**Q:** I have a list of how strongly single atoms bind to a TiAl surface, with four blanks: H above Al, Li started from the bridge, Li above Ti, and Ti above Ti. Can I fill the blanks from the other entries?

Ansatz 0.2.0, PBEsol, scalar-relativistic plane-wave PAW, 420 eV cutoff, 7×7×1 k mesh: one atom per 1×1 cell on a four-plane TiAl(110) slab (P4/mmm), relaxed from the named site with four slab atoms held fixed. Adsorption energies are relative to the clean slab and a free spin-polarised atom. Only the slabs with added Ti were computed with spin.

```tsv
adsorbate	start site	start site atoms	adsorption energy (eV)	shortest contact	shortest contact length (Å)
Br	bridge	Ti-Al	-3.950	Br-Ti	2.770
Br	top	Al	-3.303	Br-Al	2.375
Br	top	Ti	-3.587	Br-Ti	2.357
Cl	bridge	Ti-Al	-4.325	Cl-Al	2.515
Cl	top	Al	-3.725	Cl-Al	2.210
Cl	top	Ti	-4.093	Cl-Ti	2.201
Ga	bridge	Ti-Al	-3.166	Ga-Ti	2.742
Ga	top	Al	-2.516	Ga-Al	2.579
Ga	top	Ti	-2.394	Ga-Ti	2.558
H	bridge	Ti-Al	-2.788	H-Al	2.088
H	top	Al	?	?	?
H	top	Ti	-1.854	H-Ti	1.747
Li	bridge	Ti-Al	?	?	?
Li	top	Al	-1.778	Li-Al	2.574
Li	top	Ti	?	?	?
N	bridge	Ti-Al	-7.629	N-Al	2.031
N	top	Al	-3.276	N-Al	1.776
N	top	Ti	-4.103	N-Ti	1.659
Pt	bridge	Ti-Al	-7.435	Pt-Al	2.478
Pt	top	Al	-5.442	Pt-Al	2.231
Pt	top	Ti	-5.292	Pt-Ti	2.277
Ti	top	Al	-3.548	Ti-Al	2.470
Ti	top	Ti	?	?	?
```

**A:** Roughly, if you compare different sites for the same atom. These are PBEsol density-functional energies, and a more negative adsorption energy means stronger binding. Zero is the clean slab plus a free atom, so a comparison between elements also reflects how stable each free atom is. When you subtract two energies of one element, that reference cancels and only the effect of the site remains.

**Q:** What does the site do?

**A:** For Br, Cl, Ga, N and Pt, the bridge start binds more strongly than either top site. Yet its shortest contact is longer: for Br–Ti it exceeds the top-site contact by 0.41 Å. The usual explanation is that an atom with several metal neighbours shares its bonding among them. Each bond becomes weaker and longer, but together they hold the atom better than one short bond.

"Bridge" is only where the atom started. Platinum, at least, slid on: its relaxed slab has nearly regained the mirror symmetry of a hollow between four surface atoms. The long contacts suggest that others did the same, but their final positions aren't given. The surface has two kinds of hollow, one above a Ti atom and one above an Al atom of the second plane, so these rows need not share one site. The top sites are symmetric and the relaxation preserved that symmetry, so a top-site energy may belong to a point the atom crosses, not a place where it rests.

**Q:** Does every atom gain equally from extra neighbours?

**A:** No. Compared with top Al, the bridge start gains 0.60 to 0.65 eV for Br, Cl and Ga, about 2 eV for Pt and over 4 eV for N. Nitrogen has three half-filled orbitals, and several metal atoms around it can be expected to serve them better than one below. Platinum also has several orbitals to bond with, whereas a halogen has one vacancy to fill; but platinum binds strongly on every site, so part of its larger step may be scale alone. The nitrogen gain may be exaggerated, because those slabs were computed without spin and a magnetic moment could strengthen the top-site binding.

**Q:** And if the atom must sit on top, does it prefer Ti or Al?

**A:** Br, Cl and N prefer Ti, while Ga and Pt prefer Al by only 0.12 to 0.15 eV. For the first three, a plausible reason is polar bonding: an atom that attracts electrons does better above the less electronegative metal atom. On Pauling's scale that is Ti, though only by a small margin. Platinum doesn't fit, since it too attracts electrons strongly, so polarity can't be the whole story. No atomic charges are available to test it. Differences as small as those for Ga and Pt are also tentative: the slab has only four atomic planes, and most of these runs carry a warning that the exchange-correlation potential is numerically rough where the electron density is thin.

**Q:** How do you turn that into numbers?

**A:** Take a known energy of the atom and add the site step that similar atoms show:

$$E_{\text{new}} = E_{\text{known}} + \Delta .$$

For Li from the bridge, I treat Li as an atom with one main bond to form, like Br, Cl and Ga. Their mean step from top Al to the bridge start is $\Delta=-0.63$ eV. Lithium on top Al has −1.78 eV, so the forecast is $-1.78-0.63=-2.41$ eV.

For H above Al, I start from the midpoint of hydrogen's two known energies, −2.32 eV. For Br, Cl and Ga, top Al lies on average 0.40 eV above the corresponding midpoint, which gives −1.92 eV. Using only the bridge start or only top Ti would give answers about half an eV apart, so this forecast needs a generous range.

For Li and Ti above Ti, I use the mean step of the metals Ga and Pt, which makes top Ti 0.14 eV weaker than top Al. Averaging over all five atoms instead would make top Ti the stronger site. The choice of similar atoms therefore decides the predicted order.

**Q:** Then commit yourself.

**A:** The ranges are my judgement, since each step rests on only two or three atoms.

- H above Al: −1.92 ± 0.35 eV, too close to H above Ti to call an order.
- Li from the bridge: −2.41 ± 0.35 eV, clearly stronger than above Al.
- Li above Ti: −1.64 ± 0.4 eV, slightly weaker than above Al, with the order unsure.
- Ti above Ti: −3.41 ± 0.7 eV, with the order unsure. Its open d shell makes this the least safe forecast.

**Q:** Show me the computed values.

The withheld rows as computed:

```tsv
adsorbate	start site	start site atoms	adsorption energy (eV)	shortest contact	shortest contact length (Å)
H	top	Al	-2.091	H-Al	1.654
Li	bridge	Ti-Al	-1.994	Li-Al	2.907
Li	top	Ti	-1.420	Li-Ti	2.733
Ti	top	Ti	-3.787	Ti-Ti	2.042
```

**A:** Three fall within their ranges. Hydrogen above Al is bound 0.17 eV more strongly than forecast, Li above Ti 0.22 eV less strongly, and Ti above Ti about 0.4 eV more strongly. Lithium from the bridge falls outside: the forecast made its binding 0.42 eV too strong.

**Q:** What went wrong with lithium?

**A:** It does bind more strongly from the bridge than above Al, but by 0.22 eV, about a third of the predicted gain. Part of the fault may lie in where I measured the step from. Top Al is the weaker top site for Br and Cl, but the stronger one for lithium, which leaves less to gain by moving away from it.

Chlorine is the closest match. Over the stronger top site, the bridge start gains 0.22 eV for Li and 0.23 eV for Cl; over the weaker one, 0.57 and 0.60 eV. Bromine, at 0.36 and 0.65 eV, matches less well. Gallium and hydrogen show that this isn't the whole story: both prefer Al, yet gain 0.65 and 0.70 eV from there, so a step borrowed from either would have missed lithium just as badly. Why lithium gains so little is not settled by these runs.

Why would lithium prefer Al, by 0.36 eV? It is expected to shift charge towards the metal. The work function fits that direction: on all three sites lithium lowers it by 1.4 to 1.6 eV. It does not give the amount: the surface dipole changes by only 0.125 to 0.141 e Å per cell, and Br, H and N from the bridge start lower the work function a little too. In the polar picture, such a donor should avoid the metal atom that the halogens prefer. The preference fits, but that polarity causes it is argued, not shown. All three lithium slabs were computed without spin. A lithium atom bonded to a metal is expected to keep little magnetic moment, but that was not tested.

**Q:** Hydrogen came out well, though.

**A:** Its error was 0.17 eV, and the reason is instructive. Hydrogen gains 0.70 eV from top Al to the bridge start, close to the gains of Br, Cl and Ga. The misleading part was top Ti, which suits H less well than the halogens led me to assume. Hydrogen binds more strongly above Al by 0.24 eV, an order I had declined to call. Like platinum and, by less, gallium, it attracts electrons more than either surface metal does, so it is another exception to the simple polar picture. The work function points the same way: hydrogen raises it by 2.1 eV above Ti and hardly changes it above Al, so the site that looks more polar binds less. A better guess, not tested here, is that Br, Cl and N have occupied valence p orbitals that can donate sideways into the partly empty d orbitals of Ti, while hydrogen has none and gallium has a single p electron. Platinum's filled d orbitals could do the same, yet it prefers Al, so this guess is incomplete too.

**Q:** And titanium?

**A:** The energy is within its wide range, but the step has the wrong sign. Titanium binds 0.24 eV more strongly above Ti than above Al, whereas Ga and Pt slightly prefer Al. A likely cause is bonding between the partly filled d shells of two Ti atoms: gallium has no open d shell to offer, and platinum's is nearly full. Two results fit this. The Ti–Ti contact is much shorter than the Ti–Al one, and the magnetic moment on the added atom is less than half as large above Ti, as expected if more of its d electrons pair up in bonds. The five-atom average would have been almost exact here, but for Li above Ti it would have missed by 0.60 eV, so it is no safer a rule.

**Q:** What should I take to another atom on this surface?

**A:** Ask first how it bonds. An atom that can form several bonds may gain most from extra neighbours, to judge from N and Pt, the only two such cases here. Then ask whether your known energy belongs to the atom's stronger or weaker top site, because the step to the bridge start is smaller from the stronger one. Sharing a preference is no guarantee, though: Ga and H prefer Al as Li does, yet gain about three times as much from there. The choice between Ti and Al is harder to guess, because "metal" proved too broad a class. These values also describe a crowded layer, with one adsorbate for every two surface atoms, so an isolated atom may bind differently.
